\section*{Triggered and avalanche transitions in two-mode Landau models}

A distortion that is stable on its own can still appear at a phase transition if a second distortion lowers its stiffness. Whether this happens in two gentle steps or in one jump decides the latent heat, the hysteresis and the process sensitivity of an antiferroelectric or ferroelectric layer. Two dimensionless numbers settle the question in the simplest model. It is applied here to the oxygen tilts of PbZrO$_3$ and to two layered bismuth oxides of the ferroelectric-memory family.

\subsection*{Model and conventions}

Let $Q_1$ and $Q_2$ be dimensionless amplitudes of two distortions of different symmetry, followed within one domain so that each is a single real number. The parent symmetry is taken to make the free energy even in each. With $x=Q_1^2\ge0$ and $y=Q_2^2\ge0$, the mean-field free energy per formula unit (f.u.), in meV, is
\begin{equation}
F=\tfrac12a_1x+\tfrac14b_1x^2+\tfrac16d_1x^3+\tfrac12a_2y+\tfrac14b_2y^2+\tfrac16d_2y^3-\tfrac12c\,xy ,
\label{F}
\end{equation}
with $b_1,b_2>0$ and $a_1=\alpha_1(T-T_1)$. The second stiffness is either $a_2=\alpha_2(T-T_2)$ with $T_2<T_1$ or a positive constant. The biquadratic term is allowed for any pair of modes, and $c>0$ means that they cooperate. Phase 0 is the parent, phase I has only $Q_1$, and phase II has both. We first set $d_1=0$ and write $d_2=d>0$, which permits a closed solution. The size of the $d_1$ effect is given later.

In PbZrO$_3$ the parent is the cubic perovskite. $Q_1$ is the antipolar Pb pattern with wave vector $(\tfrac14,\tfrac14,0)$ in cubic reciprocal-lattice units, and $Q_2$ is the antiphase tilt of the oxygen octahedra at $(\tfrac12,\tfrac12,\tfrac12)$. Both appear at one first-order transition, typically near 505~K. Tagantsev and co-workers (2013) read the tilts as triggered by the Pb mode, in the sense introduced by Holakovsk\'y (1973).

\subsection*{Eliminating the driving mode}

For $d_1=0$ the condition $\partial F/\partial x=0$ gives $x=(cy-a_1)/b_1$, valid where this is positive. Substitution into \eqref{F} yields
\begin{equation}
F=-\frac{a_1^2}{4b_1}+\tfrac12Ay-\tfrac14By^2+\tfrac16dy^3,\qquad
A=a_2+\frac{c\,a_1}{b_1},\qquad B=\frac{c^2}{b_1}-b_2 .
\label{red}
\end{equation}
For $a_1<0$ the first term is the energy of phase I, $A$ is the stiffness of $Q_2$ in that phase, and $-B$ is its quartic coefficient after $Q_1$ has relaxed. Define $\kappa=c/\sqrt{b_1b_2}$, so that $B=b_2(\kappa^2-1)$.

\emph{Weak coupling, $c^2<b_1b_2$.} Here $B<0$. $Q_1$ grows continuously below $T_1$ with $x=|a_1|/b_1$, and $Q_2$ grows continuously once $A=0$, that is when $c|a_1|/b_1=a_2$. The second transition lies at
\begin{equation}
T_{\rm II}=\frac{\alpha_2T_2+(c/b_1)\alpha_1T_1}{\alpha_2+(c/b_1)\alpha_1}
\qquad\text{or}\qquad
T_{\rm II}=T_1-\frac{a_2b_1}{c\,\alpha_1},
\label{cont}
\end{equation}
the second form holding for constant $a_2$. For $c>0$ the first form is a weighted mean of $T_2$ and $T_1$, so cooperation pulls the second transition towards the first without reaching it.

\emph{Strong coupling, $c^2>b_1b_2$.} Now $B>0$, the quartic form is negative along some direction in the $(x,y)$ quadrant, and the sixth-order term is needed to bound $F$. Phase II is the root $y=[B+\sqrt{B^2-4dA}\,]/2d$ of $A-By+dy^2=0$. It has the energy of phase I when also $\tfrac12A-\tfrac14By+\tfrac16dy^2=0$. The two conditions give
\begin{equation}
\Delta y=\frac{3B}{4d},\qquad A=a_2^*\equiv\frac{3B^2}{16d},\qquad a_1=\frac{b_1}{c}\,(a_2^*-a_2).
\label{first}
\end{equation}
This presumes that phase I exists, $a_1<0$, which requires $a_2>a_2^*$. The sequence is then a continuous $0\to$ I step at $T_1$ followed by a first-order I $\to$ II step. Strong coupling is therefore necessary for a single transition but not sufficient. If instead
\begin{equation}
a_2(T_1)<\frac{3b_2^2(\kappa^2-1)^2}{16d},
\label{crit}
\end{equation}
phase II is already below $F=0$ at $T_1$, so it takes over from the parent at some $T_c>T_1$ where $a_1>0$ and $a_2>0$. Setting $F=0$ in \eqref{red} and using $A=By-dy^2$ gives $a_1^2=b_1y^2(B-\tfrac43dy)$, and the jump $y$ follows from
\begin{equation}
a_2+\frac{c\,a_1}{b_1}=By-dy^2,\qquad a_1=y\sqrt{b_1\left(B-\tfrac43dy\right)} .
\label{direct}
\end{equation}
Since $b_1B<c^2$, the solution has $cy>a_1$ and hence $x>0$. The regime depends only on $\kappa$ and on $\eta=a_2d/b_2^2$, with the boundary of \eqref{crit} at $\kappa^{*2}=1+4\sqrt{\eta/3}$.

The entropy is $-\partial F/\partial T$ at fixed amplitudes, so a first-order step has the latent heat
\begin{equation}
L=\tfrac12T\,(\alpha_1\Delta x+\alpha_2\Delta y).
\label{L}
\end{equation}
For I $\to$ II, $\Delta x=c\,\Delta y/b_1$. Phase II survives as a local minimum up to $A=B^2/4d$, and the untilted state survives down to $A=0$. For constant $a_2$ these two limits (spinodals) are $b_1B^2/(4dc\alpha_1)$ apart in temperature.

\subsection*{Where a large coupling comes from}

A third, stiff mode $Q_3$ can couple trilinearly when the product $Q_1Q_2Q_3$ is invariant, which requires the three wave vectors to add up to a reciprocal-lattice vector. In PbZrO$_3$ the mode at $(\tfrac14,\tfrac14,\tfrac12)$ completes the sum to $(1,1,1)$ and is present in the orthorhombic structure. With $\chi_0=1/a_3$ the inverse stiffness of that mode,
\begin{equation}
\min_{Q_3}\left[\frac{Q_3^2}{2\chi_0}+\gamma Q_1Q_2Q_3\right]=-\tfrac12\chi_0\gamma^2xy,\qquad Q_3=-\chi_0\gamma Q_1Q_2 ,
\label{tri}
\end{equation}
so $c=c_0+\chi_0\gamma^2$, where $c_0$ is the bare coefficient. The addition is positive for either sign of $\gamma$ and can outweigh a repulsive $c_0<0$. A single transition in which all three modes condense through such a term is called an avalanche transition (Etxebarria, Perez-Mato and Boullay, 2010). After \eqref{tri} it obeys the same equations as a triggered one.

Strain acts in a similar way. A strain $e$ with energy $\tfrac12Ke^2-e(g_1x+g_2y)$ relaxes to $-(g_1x+g_2y)^2/2K$, which lowers $b_i$ by $2g_i^2/K$ and adds $2g_1g_2/K$ to $c$. If $g_1g_2>0$, all three changes raise a positive $\kappa$. A substrate that clamps this strain removes them, so a film can fall in another regime than the bulk ceramic.

\subsection*{One parameter set, five couplings and the boundary}

The amplitudes can be scaled so that $b_1=b_2$. The illustrative inputs are $b_1=b_2=100$~meV, $d=200$~meV, $d_1=0$, constant $a_2=10$~meV, $\alpha_1=0.10$~meV/K and $T_1=473$~K. Then $\eta=0.20$ and $\kappa^*=1.426$, or $c^*=142.6$~meV. The inputs were chosen so that the row $c=150$~meV reproduces the typical behaviour of PbZrO$_3$, a single transition near 505~K with a latent heat of roughly 1 to 2~kJ/mol. All entries are the model's.

\begin{center}
\begin{tabular}{ccclcccc}
\hline
$c$ & $\kappa$ & $a_2^*$ & sequence on cooling & tilt onset & $\Delta Q_2$ & $L$ & spinodal span\\
(meV) & & (meV) & & (K) & & (meV/f.u.) & (K)\\
\hline
60 & 0.6 & none & two continuous & 306 & 0 & 0 & 0\\
90 & 0.9 & none & two continuous & 362 & 0 & 0 & 0\\
120 & 1.2 & 1.8 & continuous, first order & 405 & 0.41 & 4.0 & 20\\
142.6 & 1.426 & 10.0 & boundary & 473 & 0.62 & 13.1 & 94\\
150 & 1.5 & 14.6 & single first order & 505 & 0.68 & 16.9 & 130\\
160 & 1.6 & 22.8 & single first order & 557 & 0.76 & 23.4 & 190\\
\hline
\end{tabular}
\end{center}

For $c=150$~meV, $B=125$~meV and \eqref{direct} gives $y=0.467$ and $a_1=3.17$~meV, so $T_c$ lies 32~K above $T_1$. Then $x=0.669$, $Q_1=0.82$, the entropy drop is $\alpha_1x/2=0.0334$~meV/K or $0.39\,k_B$ per f.u., and $L=16.9$~meV/f.u.\ is 1.6~kJ/mol. The jump of $Q_1$ is 0.72 of the model's amplitude at 300~K.

The trends follow from the formulas. For $\kappa<1$ the gap $T_1-T_{\rm II}$ in \eqref{cont} closes only as $1/c$. Above $\kappa=1$ the jump $\Delta y$ grows linearly in $\kappa^2-1$, and $\Delta Q_2$ as its square root, which is why the tilt jump is already 0.41 at $\kappa=1.2$. The threshold $a_2^*$ grows as $(\kappa^2-1)^2$. It starts slowly and then overtakes the fixed $a_2$, and \eqref{first} shows that the transition moves up from the $A=0$ point by $b_1a_2^*/c\alpha_1$, three quarters of the spinodal span. The latent heat switches on at $\kappa=1$, and only through the extra jump of $Q_1$, because a constant $a_2$ carries no entropy in \eqref{L}. At the boundary $\Delta Q_2$ and $L$ are continuous. What vanishes there is the temperature range of phase I.

The spinodal span is an upper bound on thermal hysteresis. For $c=150$~meV phase II could persist on heating to 537~K. On cooling, the parent would pass continuously at 473~K into a metastable phase I that lasts to 406~K. Real PbZrO$_3$ typically shows a hysteresis of some kelvin, about an order of magnitude less than 130~K, because the new phase nucleates long before a spinodal is reached.

The first and fifth rows can be the same crystal without and with the third mode. Take $c_0=60$~meV, $a_3=250$~meV and $\gamma=150$~meV as illustrative values. Then $\chi_0\gamma^2=90$~meV lifts $\kappa$ from 0.6 to 1.5, and $|Q_3|=0.34$ at $T_c$. The single transition splits once $\chi_0\gamma^2$ falls to 82.6~meV, which needs only a 9~per cent increase of $a_3$ or a 5~per cent decrease of $c$.

\subsection*{Three oxides}

In the layered perovskites SrBi$_2$Ta$_2$O$_9$ (SBT, a ferroelectric-memory material) and SrBi$_2$Nb$_2$O$_9$ (SBN) the roles change. An octahedral tilt and the in-plane polar mode are both soft, and a second octahedral rotation couples to them trilinearly. SBT typically passes from $I4/mmm$ to the tilted nonpolar $Amam$ phase near 820~K and to polar $A2_1am$ near 610~K. SBN typically goes from $I4/mmm$ to $A2_1am$ in one step near 710~K. We take $Q_1$ as the tilt and $Q_2$ as the polar mode, keep $b_1$, $b_2$, $d$, $d_1$ and $\alpha_1$ as above, and set $\alpha_2=0.10$~meV/K. The values of $c$ are assumed, and $T_1$, $T_2$ are chosen to reproduce the typical temperatures. The choice is not unique. For SBT any $|c|<\sqrt{b_1b_2}$, a net repulsive one included, fits both temperatures with a suitable $T_2$.

A quantity that the fit leaves open is the shift of the onset of $Q_2$ when stress, composition or clamping changes $c$ alone. Differentiating $A=0$ for a continuous step, and $\Delta F=0$ with $\partial F/\partial c=-xy/2$ for a first-order step, gives
\begin{equation}
\frac{dT_{\rm II}}{dc}=\frac{x}{\alpha_2+c\alpha_1/b_1},\qquad
\frac{dT_c}{dc}=\frac{xy}{\alpha_1\Delta x+\alpha_2\Delta y}.
\label{sens}
\end{equation}

\begin{center}
\begin{tabular}{lcccccc}
\hline
model for & $c$ (meV) & $T_1$ (K) & $a_2$ input & $a_2(T_1)/a_2^*$ & onset of $Q_2$ (K) & shift per 1\% of $c$ (K)\\
\hline
SBT & 80 & 820 & $T_2=442$ K & none & 610, continuous & 0.9\\
SBN & 120 & 706 & $T_2=696$ K & 0.55 & 710, with $Q_1$ & 1.1\\
PbZrO$_3$ & 150 & 473 & 10 meV & 0.68 & 505, with $Q_1$ & 7.0\\
\hline
\end{tabular}
\end{center}

In the SBT model $x=0.21$ at $T_{\rm II}$, and cooperation raises the polar transition by 168~K above its bare value. No closeness of $T_2$ to $T_1$ can merge the two steps into a first-order one while $\kappa<1$. The SBN and PbZrO$_3$ models satisfy \eqref{crit} by different routes. The first has a moderate $\kappa$ and a small $a_2(T_1)=1.0$~meV, because two soft modes are nearly degenerate. The second has a stiff $Q_2$ and a large $\kappa$. The first route is narrow. At $\kappa=1.2$ it needs $T_1-T_2<18$~K, and at $\kappa=1.1$ less than 4~K, while the jump $3B/4d$ on the boundary only drops from 0.165 to 0.079. A weakly first-order avalanche thus demands a near coincidence of two bare instabilities, at least in mean-field theory. Fluctuations, which \eqref{F} omits, matter most in that corner.

The last column follows from \eqref{sens}. In the SBN model $x=0.194$ and $y=0.165$ are small, and both modes carry entropy, which resists the shift. In the PbZrO$_3$ model the expression collapses to $y/\alpha_1=4.7$~K/meV, with a large $y$ and a single source of entropy. A strongly triggered transition is the most sensitive to changes of $c$ in this set. The figures are the model's and scale inversely with the assumed $\alpha_i$ at fixed jumps.

\subsection*{Size of the neglected terms}

The balance that fixes $T_c-T_1$ is a small difference of large terms, so higher-order terms matter. To first order an added energy $\delta F$ in phase II shifts $T_c$ by $-\delta F/|\Delta S|$. For the third mode, a quartic term $b_3Q_3^4/4$ with $b_3=100$~meV is 0.32~meV, small against $a_3Q_3^2/2=14$~meV. It still lowers $T_c$ by about 9~K out of the 32~K.

The term $d_1$ is more serious. It shifts $T_c$ of the $c=150$~meV row by $-d_1x^2/3\alpha_1$, about 15~K downwards for $d_1$ of only 10~meV. It can be included exactly. In phase I the response of $x$ to $y$ becomes $dx/dy=c/(b_1+2d_1x)$, and the tilt stiffness vanishes at $x=a_2/c$, so the tilt instability is locally continuous when $c^2<b_2(b_1+2d_1a_2/c)$. For the direct transition put $r=y/x$. The stationarity conditions, multiplied by $x$ and $y$ and added, eliminate $a_1$ and $a_2$ from $F=0$, leaving
\begin{equation}
x=\frac{3(2cr-b_1-b_2r^2)}{4(d_1+d_2r^3)},\quad
a_1=x(cr-b_1-d_1x),\quad
a_2=x(c-b_2r-d_2r^2x).
\label{par}
\end{equation}
The threshold $a_2^*$ is the value of $a_2$ at the $r$ where $a_1=0$. For $d_1=0$ this is $r=b_1/c$ and returns \eqref{first}. For $d_1=d_2=200$~meV and $c=150$~meV it gives $r=0.923$ and $a_2^*=4.8$~meV in place of 14.6~meV. With $a_2=10$~meV the transition would then split into a continuous and a first-order step. The three regimes and their order survive, but the boundary moves by a factor of three, so \eqref{crit} is an upper bound on the admissible $a_2$ for $d_1\ge0$. The tabulated temperatures compare regimes at $d_1=0$ and are no predictions.

Two further limits concern PbZrO$_3$ itself. First-principles calculations at 0~K find the tilt unstable in the cubic structure, so $a_2>0$ is a statement about temperatures near $T_c$. A constant $a_2$ is crude for rows far from that range, and which mode is the driver remains debated. Also, $b_1$ may be negative, for instance after strain relaxation. $Q_1$ then jumps by itself under the control of $d_1$, and the tilt appears in the same event at the latest when $c\,\Delta x>a_2$.

\subsection*{Reading an experiment}

In the harmonic picture the squared frequency of the $Q_2$ phonon is proportional to $a_2$ in the parent and to $A$ in phase I. With $\kappa<1$ it softens to zero at $T_{\rm II}$ and the superlattice intensity, proportional to $y$, rises from zero without a jump. In the intermediate regime it softens only to $A=a_2^*$. In a triggered transition it need not soften at all, and the driving mode stops at $a_1>0$, with an extrapolated instability $T_1$ below $T_c$. The intensity of the third mode follows the product $xy$ by \eqref{tri}.

The condition $B^2>4dA$ also shows that phase II can exist as a local minimum while every mode of the parent is stable. This is the picture used for the polar orthorhombic phase of HfO$_2$ and ZrO$_2$ films relative to the tetragonal phase, where first-principles studies describe a trilinear coupling of the polar mode with two further modes. In such a case a search for a soft phonon in the parent finds nothing, and the phase is reached by nucleation over a barrier under field, stress or anneal history.